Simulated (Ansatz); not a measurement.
From the elastic tensor of W at 5 GPa (stress–strain coefficients) to moduli and sound speeds

Theory: Ansatz, DFT LDA, scalar-relativistic, plane waves, PAW. Settings: 420 eV plane-wave cutoff, Γ-centred 20×20×20 mesh, Fermi-Dirac smearing of 0.15 eV. No spin polarisation.

The structure is cubic, space group Im-3m (No. 229). The conventional cell has a = 3.120 Å, b = 3.120 Å, c = 3.120 Å, α = 90.00°, β = 90.00°, γ = 90.00°. Around W (site symmetry m-3m) lie 8 W at 2.70 Å.

In a metal, frequencies and elastic constants depend on the k mesh and the smearing, soft modes and shear constants most. Spin–orbit coupling is left out, which can shift energies with elements as heavy as these.

Relaxed-ion constants (GPa, on the Cartesian axes of the calculation):
```
596.4 234.8 234.8   0.0   0.0   0.0
234.8 596.4 234.8   0.0   0.0   0.0
234.8 234.8 596.4   0.0   0.0   0.0
  0.0   0.0   0.0 159.1   0.0   0.0
  0.0   0.0   0.0   0.0 159.1   0.0
  0.0   0.0   0.0   0.0   0.0 159.1
```

Density 20.099 g/cm³; 1 atom in 15.19 Å³.

The values that follow are for a polycrystal of randomly turned grains, by Hill's mean where one number stands.

```json
{
  "Bulk modulus, Voigt / Reuss / Hill": "355.4 / 355.4 / 355.4 GPa",
  "Shear modulus, Voigt / Reuss / Hill": "167.8 / 167.1 / 167.4 GPa",
  "Young's modulus": "434 GPa",
  "Poisson ratio": "0.296",
  "Pugh ratio B/G": "2.12",
  "Universal anisotropy index": "0.02",
  "Longitudinal and transverse sound speeds": "5365 and 2886 m/s",
  "Debye temperature from the mean sound speed": "387 K"
}
```

Cost: 1 run of about 0.56 core-minutes, on Intel Xeon 6975P-C (Granite Rapids) (shared hosts).

Compressed tungsten remains very stiff against both volume change and shear, and it is almost elastically isotropic. The stiffness reflects a roughly half-filled 5d band, in which bonding states are largely occupied and antibonding states largely empty. In the bcc structure, the Fermi level also lies near a pseudogap, which helps explain the strong resistance to tetragonal shear. That shear is slightly stiffer than the one governed by the 159.1 GPa constant, so the small remaining anisotropy favours the cube axes as the stiff directions. C12 exceeds C44 by far more than the applied pressure alone would produce under central forces, which points to many-body metallic bonding.

The Pugh ratio of 2.12 would conventionally suggest ductility, yet tungsten is commonly brittle at low temperature. The elastic ratio misses the thermally activated motion of screw dislocations and the weakness of grain boundaries, which largely control fracture. The positive cubic stability combinations support resistance to small homogeneous strains, but do not establish dynamical stability at finite wavevector.
